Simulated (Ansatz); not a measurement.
# InNH2F2 (SMILES [NH2][In]([F])[F]): methods side by side

InNH2F2 has 6 atoms, charge 0, and is taken as a singlet. SMILES: `[NH2][In]([F])[F]`. Geometry: optimised at r2SCAN/def2-SVP.

Quantity: the adiabatic electron affinity (to the doublet anion, shapes relaxed at r2SCAN/def2-SVP, no zero-point term), in eV. The values are calculated.

The electron affinity is E(neutral) − E(anion): positive where the electron is bound.

| level | kind | program | value (eV) |
| --- | --- | --- | --- |
| HF/def2-SVP (core potential) | Hartree–Fock | Ansatz | 0.89 |
| SVWN5/def2-SVP (core potential) | LDA | Ansatz | 1.22 |
| BLYP/def2-SVP (core potential) | GGA | Ansatz | 1.18 |
| r2SCAN/def2-SVP (core potential) | meta-GGA | Ansatz | 1.35 |
| PBE0-D4/def2-SVP (core potential) | global hybrid | Ansatz | 1.26 |
| wB97M-V/def2-SVP (core potential) | range-separated hybrid | Ansatz | 1.15 |
| RPA@PBE/def2-SVP (core potential) | RPA | Ansatz | 1.08 |
| MP2/def2-SVP (core potential) | perturbation theory | Ansatz | 0.82 |

Spin-orbit coupling, which can split open shells on such heavy atoms by tenths of an eV, is left out. The values span 0.82 to 1.35 eV. In the correlated wave-function rows the outer d shell of In is correlated, in sets not made for it.

Every method binds the extra electron, so the sign of the electron affinity is robust, though its size is not. The reason lies in the electron-poor indium(III) centre: three polar bonds leave its valence 5p orbital formally empty, and donation from the nitrogen lone pair fills it only in part. The added electron probably enters this orbital, with In–ligand antibonding character. Pyramidalisation in the anion would mix in 5s character and stabilise it further.

The density functionals all lie above Hartree–Fock and MP2, with RPA in between, but exact exchange alone does not order them: PBE0-D4 gives more than BLYP, and r2SCAN the most. That MP2 falls below Hartree–Fock is unexpected, since correlation usually favours the system with the extra electron; an unbalanced description of correlation in the small basis may be responsible. Because this basis also lacks diffuse functions, which anions need more than neutral molecules, the true affinity may well be larger than the closely grouped functional values suggest.
